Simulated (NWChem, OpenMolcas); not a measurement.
**How basis sets differ on SbH3 (stibine)**

SbH3 has 4 atoms, charge 0, and is taken as a singlet. SMILES: `[SbH3]`. The shape is that of a PBE0-D4/def2-TZVP optimisation.

Each level gives the HOMO–LUMO gap (eV). The values are calculated.

```json
{"level": "HF/STO-3G", "kind": "Hartree–Fock", "program": "OpenMolcas", "value (eV)": "16.17", "CPU time": "1.3 s"}
{"level": "HF/3-21G", "kind": "Hartree–Fock", "program": "OpenMolcas", "value (eV)": "12.69", "CPU time": "1.3 s"}
{"level": "HF/6-311G**/def2-TZVP (core potential)", "kind": "Hartree–Fock", "program": "NWChem", "value (eV)": "12.33", "CPU time": "26 s"}
{"level": "HF/def2-TZVPP (core potential)", "kind": "Hartree–Fock", "program": "OpenMolcas", "value (eV)": "12.33", "CPU time": "5.3 s"}
```

All-electron rows without a relativistic Hamiltonian named are non-relativistic, while core potentials hold scalar relativity, so basis and relativity change together. The values span 12.33 to 16.17 eV. A Hartree–Fock LUMO above zero doesn't converge with the basis: it sinks as sets grow more diffuse. Orbital gaps aren't excitation energies. CPU times are rough (shared hosts, several kinds of processor): they show what a rung costs within a factor of a few.

The gap falls sharply from 16.17 eV with STO-3G to 12.69 eV with 3-21G, then only slightly to 12.33 eV in both triple-zeta rows. The large first step is what a minimal basis would be expected to give. The occupied orbitals use up most of its valence space, leaving little but compact Sb–H σ* combinations for the LUMO, which are pushed high in energy by their antibonding character. Splitting the valence shell lets the empty orbital expand and lower its kinetic energy. The HOMO, essentially the antimony lone pair with strong 5p character, also gains radial freedom, but the virtual level probably accounts for most of the change.

The identical triple-zeta values suggest that the remaining differences between those sets, including the polarisation functions on hydrogen, matter little here. Because the two sets describe antimony in much the same way, their agreement is a weak test of the gap's accuracy. Gaps alone also can't show how much each frontier level moves, so the lone-pair ionisation energy may follow a different pattern.
